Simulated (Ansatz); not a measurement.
**From SiH4 to SiHF3: predicting a member**

On one Si centre, n of the H ligands are replaced by F. The mean harmonic wavenumber of the Si–H stretches y in cm⁻¹ at PBE0-D4/def2-TZVP. The shapes are optimised at that level. Programs: Ansatz 0.2.0.

```
molecule  n  y (cm⁻¹)
    SiH4  0      2243
   SiH3F  1         ?
  SiH2F2  2      2291
   SiHF3  3      2362
```

Problem. Fit y = c + s·n to the known rows and predict SiH3F.

Solution. 
1. Means of the 3 rows: n = 1.66667, y = 2298.7.
2. Σ(Δn)² = 4.6667, Σ(Δn·Δy) = 174.67, so the slope is 174.67/4.6667 = 37.429.
3. Intercept: 2298.7 − (37.429) × 1.66667 = 2236.3. The largest residual of the fit is 20.
4. SiH3F: 2236.3 + (37.429) × 1 = 2274 cm⁻¹.

The run gave 2255 cm⁻¹, so the prediction is off by +19 cm⁻¹, within the largest residual. The step per swap drifts from +12 to +71 cm⁻¹. The wavenumbers are unscaled and lie a few per cent above observed bands. Electronegative ligands draw the centre's p character, so the other bonds gain s character and stiffen.

The Si–H stretch stiffens with every fluorine added, and each swap counts for more than the last, so the substituent effect is not additive. Rehybridisation can account for the curvature as well as the direction: each Si–F bond releases silicon s character, and as fluorines accumulate, more of it is shared among fewer remaining Si–H bonds. The growing positive charge on silicon, which contracts its valence orbitals, probably adds to the stiffening.

The straight line therefore misses SiH3F systematically rather than by scatter. A chord through a convex series runs too high in its interior, and SiH2F2 already lies below the fitted line while both end members lie above it. Agreement within the largest residual is thus weak support for linearity, since that residual itself reflects the neglected curvature. The slope serves as an average over the series, not as a transferable increment per fluorine. Wavenumbers alone cannot separate rehybridisation from the charge effect; bond orbital populations and atomic charges would be needed for that.
